Notes: recovering α and τ from a stochastic-reconfiguration log

Hartree atomic units, real Ψ, averages over Ψ². The log below is made for the exercise: hydrogen, Ψ = exp(−αr), fixed τ, no diagonal shift of S, N = 10⁶ independent samples for each energy and, separately, for each step.

E₀ = −0.45517 ± 0.00021, σ₀² ≈ 0.045
E₁ = −0.48838 ± 0.00013
E₂ = −0.49905 ± 0.00004

I want α₀ and τ.

The method. Let O_k = ∂lnΨ/∂p_k, ΔO_k = O_k − ⟨O_k⟩, E_L = HΨ/Ψ, σ² = var(E_L). I project [1 − τ(H − E)]Ψ on the span of Ψ and the ΔO_kΨ. The coefficient of Ψ is 1 (without the shift by E it is 1 − τE, which rescales τ), and the others obey S δp = −τf, with S_kl = ⟨ΔO_kΔO_l⟩, f_k = ⟨ΔO_k E_L⟩. Hermiticity gives g_k = ∂E/∂p_k = 2f_k, so dE/dτ = −2fᵀS⁻¹f. Since fᵀS⁻¹f is the squared norm of E_L − E projected on the ΔO_k, |dE/dτ| ≤ 2σ². Near an exact eigenstate Ψ₀, Ψ ≈ (1 + ΣΔO_l x_l)Ψ₀ gives f = (H − ES)x, H_kl = ⟨ΔO_kΨ₀|H|ΔO_lΨ₀⟩. Modes are multiplied per step by 1 − τe_k, e_k the eigenvalues of S⁻¹(H − ES), so τ < 2/e_max.

Hydrogen. O = −r and E_L = −α²/2 + (α − 1)/r. With ⟨r⟩ = 3/(2α), ⟨r²⟩ = 3/α², ⟨1/r⟩ = α, ⟨1/r²⟩ = 2α²:
E = −1/2 + δ²/2 with δ = |α − 1|, σ² = α²δ², S = 3/(4α²), f = (α − 1)/2.
The map is α' = α + τv, v = (2/3)α²(1 − α), and dE/dτ = −(2/3)σ², a third of the bound. Linearising at α = 1 gives e = 2/3 hartree, so τ < 3.

Inversion. δ = √(2E + 1) gives δ₀ = 0.2994, δ₁ = 0.1524, but E is blind to the sign of α − 1. α₀ = 0.7006 or 1.2994 predicts σ₀² = 0.0440 or 0.151, so α₀ = 0.7006. I use σ² only to pick the branch: ⟨1/r⁴⟩ diverges, so its estimator has infinite variance. Then v₀ = 0.09797, and α₁ = 0.8476 or 1.1524 gives τ = (α₁ − α₀)/v₀ = 1.500 or 4.61. One more step predicts α₂ = 0.9571, E₂ = −0.49908, or α₂ = 0.530, E₂ = −0.390. The log keeps the first. The rate formula alone, E₁ − E₀ = −0.03321 = −(2/3)σ₀²τ, would give τ = 1.13; it drops (α₁ − α₀)²/2 = 0.0108, a third of the fall in energy. Uniqueness rests on the stated conventions: with a diagonal shift ε, one step fixes only τ/(S + ε).

Errors. dδ = dE/δ gives 0.00070 and 0.00085. From τ = 3(δ₀ − δ₁)/[2δ₀(1 − δ₀)²], ∂τ/∂δ₀ = 9.48 and ∂τ/∂δ₁ = −10.2, contributing 0.0066 and 0.0087. The sampled step is noisy too: the relative variance of f/S is ⟨u²⟩/N with u = ΔO(E_L − E)/f − ΔO²/S, and the moments of r give ⟨u²⟩ = 6, hence τ√(6/N) = 0.0037. In quadrature, the first step gives τ = 1.500 ± 0.012.

Second step. E₂ gives δ₂ = 0.0436 ± 0.00092, so α₂ = 0.9564 on the branch found above, and v₁ = 0.07299 gives τ = 1.491. The same formula has ∂τ/∂δ₁ = +7.4 and ∂τ/∂δ₂ = −13.7, contributing 0.0063 and 0.0126; with step noise 0.0037 the total is ± 0.015. The two estimates share δ₁ with opposite signs, so their covariance is −0.0087 × 0.0063 and that error partly cancels. The minimum-variance mean puts weight 0.59 on the first step: τ = 1.496 ± 0.007 hartree⁻¹, with α₀ = 0.7006 ± 0.0007 bohr⁻¹ from E₀.

From the third step on, iterations would help little: dE = σ/√N keeps dδ = α/√N near 0.001 while v falls to v₂ = 0.0266, so δ₃ alone would contribute about ± 0.04 to τ. In this model run 1 − τe = 0.003 ± 0.005, so τ is indistinguishable from 1/e, the step that removes the linear mode at once and half the stability limit.